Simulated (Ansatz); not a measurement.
## Ligand exchange: C3H6F2 + GaCl3 → C2H3ClF2 + Ga(CH3)Cl2

Species: C3H6F2 `CC(F)CF`, singlet; GaCl3 (gallium trichloride (monomer)) `[Cl][Ga]([Cl])[Cl]`, singlet; C2H3ClF2 `FCC(F)Cl`, singlet; Ga(CH3)Cl2, singlet. The partners trade CH3 for Cl: C–CH3 and Ga–Cl bonds give way to C–Cl and Ga–CH3.

Shapes, held fixed at every level: PBE0-D4/def2-TZVP. Flexible molecules stand in one conformer, not always the lowest. Programs: Ansatz 0.2.0. Electronic energies: no zero-point or thermal term.

| level | kind | ΔE (kJ/mol) | less CCSD(T)/def2-TZVPP |
| --- | --- | --- | --- |
| HF/def2-TZVPP | Hartree–Fock | +153.4 | +22.5 |
| SPW92/def2-TZVPP | LDA | +116.0 | -14.9 |
| PBE-D4/def2-TZVPP | GGA | +117.0 | -13.9 |
| r2SCAN-D4/def2-TZVPP | meta-GGA | +127.0 | -3.9 |
| B2PLYP/def2-TZVPP | double hybrid | +129.7 | -1.2 |
| MP2/def2-TZVPP | perturbation theory | +130.4 | -0.5 |
| CCSD/def2-SVP | coupled cluster or CI | +151.4 | +20.5 |
| CCSD(T)/def2-TZVPP | coupled cluster or CI | +130.9 | 0.0 |

The highest level, CCSD(T)/def2-TZVPP, gives ΔE = +130.9 kJ/mol; the levels span +116.0 to +153.4. The column of differences is taken from that level and isn't an error. No measured value is set beside it here. Relativity is left out for Ga unless named. Correlated rows may include outer-core shells of Ga, which these sets cover unevenly.

Exchanging methyl for chloride is strongly uphill at every level, with ΔE = +130.9 kJ/mol from CCSD(T)/def2-TZVPP. The cost arises mainly at gallium, where a strong, polar Ga–Cl bond, reinforced by some chlorine lone-pair donation into the empty Ga 4p orbital, gives way to a weaker and less polar Ga–C bond. Replacing C–C by C–Cl on carbon brings no comparable gain, although the new geminal F–C–Cl arrangement probably offers slight anomeric stabilisation.

The sign is therefore secure, but the size is less so: SPW92 and PBE-D4 fall well below the coupled-cluster reference, while Hartree–Fock lies well above it, probably because it misses correlation that favours the products. The high CCSD value can't be assigned to missing triples alone, since its basis is also smaller. MP2 nearly matches CCSD(T), but one reaction can't rule out fortuitous cancellation. In reverse, methyl transfer from gallium to the chlorinated carbon is energetically downhill, but nothing here shows whether a low-barrier path exists.
